**Breaks in the K satellite shifts of Ag³⁺ to Xe³⁺**

The table holds four K x-ray satellite shifts of free triply charged ions from Ag to Xe, from Dirac-Fock ΔSCF configuration averages with Breit and QED terms and no correlation. The program forms steps and second differences, sizes the changes of slope at In and Sb against the mean curvature, compares Xe with a parabola through In, Sb and I, and sets each deviation against the largest effect of rounding. It finds a change of slope of about −0.04 eV at In in the three K-L2 columns, none resolved at Sb, and a K-L2 L2 value at Xe that is 0.115 eV low while K-L3 L3 is 0.131 eV high. A parameter-free estimate from hydrogenic Slater integrals gives 1.623 eV per element for the 2p-averaged shift, 10 % below the computed Ag-In slope, and overshoots the value at Ag by 23 %.

Radial Dirac-Fock and Kohn-Sham solver 2, 5: K satellite shifts of free triply charged ions from Ag to Xe, from Dirac-Fock ΔSCF energies with two-hole states taken as configuration averages. The calculations include a finite nucleus, the first-order frequency-dependent Breit interaction, self-energy and vacuum polarisation, but no correlation.

## Numerical check

```python
# Table: K x-ray satellite shifts (eV) of Ag3+ to Xe3+, radial Dirac-Fock Delta-SCF solver, configuration
# average, Breit and QED, no correlation. Tested: which rows leave a smooth trend by more than the rounding,
# where the breaks sit, and one parameter-free hydrogenic estimate of the slope.
T = {
    'ion': ['Ag3+', 'Cd3+', 'In3+', 'Sn3+', 'Sb3+', 'Te3+', 'I3+', 'Xe3+'],
    'Z': [47, 48, 49, 50, 51, 52, 53, 54],
    'N': [44, 45, 46, 47, 48, 49, 50, 51],
    'configuration': ['[Kr] 4d8', '[Kr] 4d9', '[Kr] 4d10', '[Kr] 4d10 5s1', '[Kr] 4d10 5s2', '[Kr] 4d10 5s2 5p1', '[Kr] 4d10 5s2 5p2', '[Kr] 4d10 5s2 5p3'],
    'nuclear_rms_radius': [4.545, 4.609, 4.616, 4.652, 4.68, 4.742, 4.75, 4.786],  # fm
    'satellite_shift_K_L2_L2': [58.01, 59.91, 61.84, 63.76, 65.72, 67.71, 69.72, 71.65],  # eV
    'satellite_shift_K_L2_L3': [57.89, 59.31, 60.72, 62.08, 63.45, 64.8, 66.15, 67.5],  # eV
    'satellite_shift_K_L2_M3': [6.12, 6.39, 6.66, 6.89, 7.13, 7.36, 7.59, 7.83],  # eV
    'satellite_shift_K_M3_L2': [155.3, 160.1, 164.9, 169.9, 175.0, 180.1, 185.3, 190.6],  # eV
}
import numpy as np
from scipy.constants import physical_constants as pc
Ha = pc['Hartree energy in eV'][0]
el = [s[:-2] for s in T['ion']]
Z = np.array(T['Z'], float)
cols = {n: np.array(T['satellite_shift_' + n.replace('-', '_').replace(' ', '_')], float)
        for n in ['K-L2 L2', 'K-L2 L3', 'K-L2 M3', 'K-M3 L2']}
h = {n: (0.05 if n == 'K-M3 L2' else 0.005) for n in cols}  # half of the last printed digit
f = lambda v, d=2: ' '.join(f'{x:+.{d}f}' for x in v)
print('Step per element (eV):', ' '.join(a + '-' + b for a, b in zip(el, el[1:])))
for n, y in cols.items():
    print(f'  {n}: {f(np.diff(y))}  mean {np.diff(y).mean():.2f}, total rise {100*(y[-1]/y[0]-1):.1f} %')
print('Second difference (eV) centred on', ' '.join(el[1:-1]))
for n, y in cols.items():
    print(f'  {n}: {f(np.diff(y, 2))}  largest rounding effect {4*h[n]:.2f}')
print('  nuclear radius (fm):', f(np.diff(T['nuclear_rms_radius'], 2), 3))
D = np.diff(np.eye(len(Z)), 2, axis=0)  # rows: Cd In Sn Sb Te I
kink = {}
for name, i, bg in [('In (4d to 5s)', 1, [0, 2, 3, 4]), ('Sb (5s to 5p)', 3, [0, 2, 4])]:
    c = D[i] - D[bg].mean(axis=0)
    print(f'Change of slope at {name} beyond mean curvature at', ' '.join(el[j+1] for j in bg), '(eV)')
    for n, y in cols.items():
        kink[name[:2], n] = (c @ y, np.abs(c).sum() * h[n])
        print(f'  {n}: {c @ y:+.3f}  largest rounding effect {kink[name[:2], n][1]:.3f}')
# further outputs of the same runs (eV), rows Ag, In, Sb, I, Xe
ix = [0, 2, 4, 6, 7]
X = {'K-L3 L3': [57.71, 60.84, 63.92, 67.01, 68.69], 'K-L3 L2': [72.82, 77.92, 83.16, 88.63, 91.47],
     'K-L3 M2': [8.06, 8.95, 9.81, 10.71, 11.18], 'K-L2 K': [534.47, 562.46, 591.02, 620.25, 635.15],
     'K-L3 K': [549.39, 579.65, 610.73, 642.74, 659.12]}
M4, M5 = np.array([1.22, 1.39, 1.54, 1.62]), np.array([-1.82, -1.85, -1.91, -1.93])  # K-L2 line, In Sb I Xe
S = {**{n: y[ix] for n, y in cols.items()}, **{n: np.array(y) for n, y in X.items()}}
zz = Z[ix]
w = np.array([np.polyval(np.polyfit(zz[1:4], e, 2), zz[4]) for e in np.eye(3)])
miss = {}
print('Xe against a parabola through In, Sb, I (eV): expected, computed, difference, largest rounding effect')
for n, y in S.items():
    miss[n] = y[4] - w @ y[1:4]
    print(f'  {n}: {w @ y[1:4]:.2f} {y[4]:.2f} {miss[n]:+.3f} {(1+np.abs(w).sum())*h.get(n, 0.005):.3f}')
print(f"K-L3 L3 move at Xe if only J=0 mixing (1 state against 6): {-miss['K-L2 L2']/6:+.3f} eV")
print('Hole interaction differences (eV), Ag In Sb I Xe')
print('  U(K,L2)-U(K,L3) from hypersatellites:', f(S['K-L3 K'] - S['K-L2 K']))
print('  the same from satellites:', f(S['K-L3 L2'] - S['K-L2 L3']))
print('  U(L2,L2)-U(L2,L3):', f(S['K-L3 L2'] - S['K-L2 L2']))
print('  U(L2,L3)-U(L3,L3):', f(S['K-L3 L3'] - S['K-L2 L3']))
print('Gap K-L2 L2 minus K-L2 L3, Ag to Xe (eV):', f(cols['K-L2 L2'] - cols['K-L2 L3']))
print('K-L2 shift for a 3d hole, (4 M4 + 6 M5)/10, In Sb I Xe (eV):', f((4*M4 + 6*M5) / 10))
avg = (2*S['K-L2 L2'] + 8*S['K-L2 L3'] + 8*S['K-L3 L2'] + 12*S['K-L3 L3']) / 30
sl = np.diff(avg) / np.diff(zz)
print('2p-weighted satellite shift, Ag In Sb I Xe (eV):', f(avg))
print('  its slope per element (eV):', f(sl, 3))
# exact hydrogenic Slater integrals in units of Z hartree
est = (59/243 - 112/2187/6 - 93/512 + 2/25*45/512) * Ha
print(f'Hydrogenic slope {est:.3f} eV per element, {100*(est/sl[0]-1):+.0f} % against Ag-In')
print(f'  unscreened value at Ag {est*Z[0]:.1f} eV against {avg[0]:.1f} eV, {100*(est*Z[0]/avg[0]-1):+.0f} %')
assert all(np.all(np.diff(y) > 0) for y in cols.values())
assert all(kink['In', n][0] < -kink['In', n][1] for n in list(cols)[:3])
assert miss['K-L2 L2'] < -0.05 and miss['K-L3 L3'] > 0.05 and abs(miss['K-L2 L3']) < 0.03
assert 0.75 < est / sl[0] < 1.25
```

Output:

```
Step per element (eV): Ag-Cd Cd-In In-Sn Sn-Sb Sb-Te Te-I I-Xe
  K-L2 L2: +1.90 +1.93 +1.92 +1.96 +1.99 +2.01 +1.93  mean 1.95, total rise 23.5 %
  K-L2 L3: +1.42 +1.41 +1.36 +1.37 +1.35 +1.35 +1.35  mean 1.37, total rise 16.6 %
  K-L2 M3: +0.27 +0.27 +0.23 +0.24 +0.23 +0.23 +0.24  mean 0.24, total rise 27.9 %
  K-M3 L2: +4.80 +4.80 +5.00 +5.10 +5.10 +5.20 +5.30  mean 5.04, total rise 22.7 %
Second difference (eV) centred on Cd In Sn Sb Te I
  K-L2 L2: +0.03 -0.01 +0.04 +0.03 +0.02 -0.08  largest rounding effect 0.02
  K-L2 L3: -0.01 -0.05 +0.01 -0.02 +0.00 -0.00  largest rounding effect 0.02
  K-L2 M3: +0.00 -0.04 +0.01 -0.01 -0.00 +0.01  largest rounding effect 0.02
  K-M3 L2: +0.00 +0.20 +0.10 +0.00 +0.10 +0.10  largest rounding effect 0.20
  nuclear radius (fm): -0.057 +0.029 -0.008 +0.034 -0.054 +0.028
Change of slope at In (4d to 5s) beyond mean curvature at Cd Sn Sb Te (eV)
  K-L2 L2: -0.040  largest rounding effect 0.030
  K-L2 L3: -0.045  largest rounding effect 0.030
  K-L2 M3: -0.040  largest rounding effect 0.030
  K-M3 L2: +0.150  largest rounding effect 0.300
Change of slope at Sb (5s to 5p) beyond mean curvature at Cd Sn Te (eV)
  K-L2 L2: -0.000  largest rounding effect 0.040
  K-L2 L3: -0.020  largest rounding effect 0.040
  K-L2 M3: -0.013  largest rounding effect 0.040
  K-M3 L2: -0.067  largest rounding effect 0.400
Xe against a parabola through In, Sb, I (eV): expected, computed, difference, largest rounding effect
  K-L2 L2: 71.76 71.65 -0.115 0.022
  K-L2 L3: 67.49 67.50 +0.011 0.022
  K-L2 M3: 7.82 7.83 +0.014 0.022
  K-M3 L2: 190.52 190.60 +0.075 0.225
  K-L3 L3: 68.56 68.69 +0.131 0.022
  K-L3 L2: 91.45 91.47 +0.019 0.022
  K-L3 M2: 11.17 11.18 +0.005 0.022
  K-L2 K: 635.12 635.15 +0.034 0.022
  K-L3 K: 659.09 659.12 +0.026 0.022
K-L3 L3 move at Xe if only J=0 mixing (1 state against 6): +0.019 eV
Hole interaction differences (eV), Ag In Sb I Xe
  U(K,L2)-U(K,L3) from hypersatellites: +14.92 +17.19 +19.71 +22.49 +23.97
  the same from satellites: +14.93 +17.20 +19.71 +22.48 +23.97
  U(L2,L2)-U(L2,L3): +14.81 +16.08 +17.44 +18.91 +19.82
  U(L2,L3)-U(L3,L3): -0.18 +0.12 +0.47 +0.86 +1.19
Gap K-L2 L2 minus K-L2 L3, Ag to Xe (eV): +0.12 +0.60 +1.12 +1.68 +2.27 +2.91 +3.57 +4.15
K-L2 shift for a 3d hole, (4 M4 + 6 M5)/10, In Sb I Xe (eV): -0.60 -0.55 -0.53 -0.51
2p-weighted satellite shift, Ag In Sb I Xe (eV): +61.81 +65.43 +69.05 +72.73 +74.64
  its slope per element (eV): +1.811 +1.808 +1.841 +1.918
Hydrogenic slope 1.623 eV per element, -10 % against Ag-In
  unscreened value at Ag 76.3 eV against 61.8 eV, +23 %
```
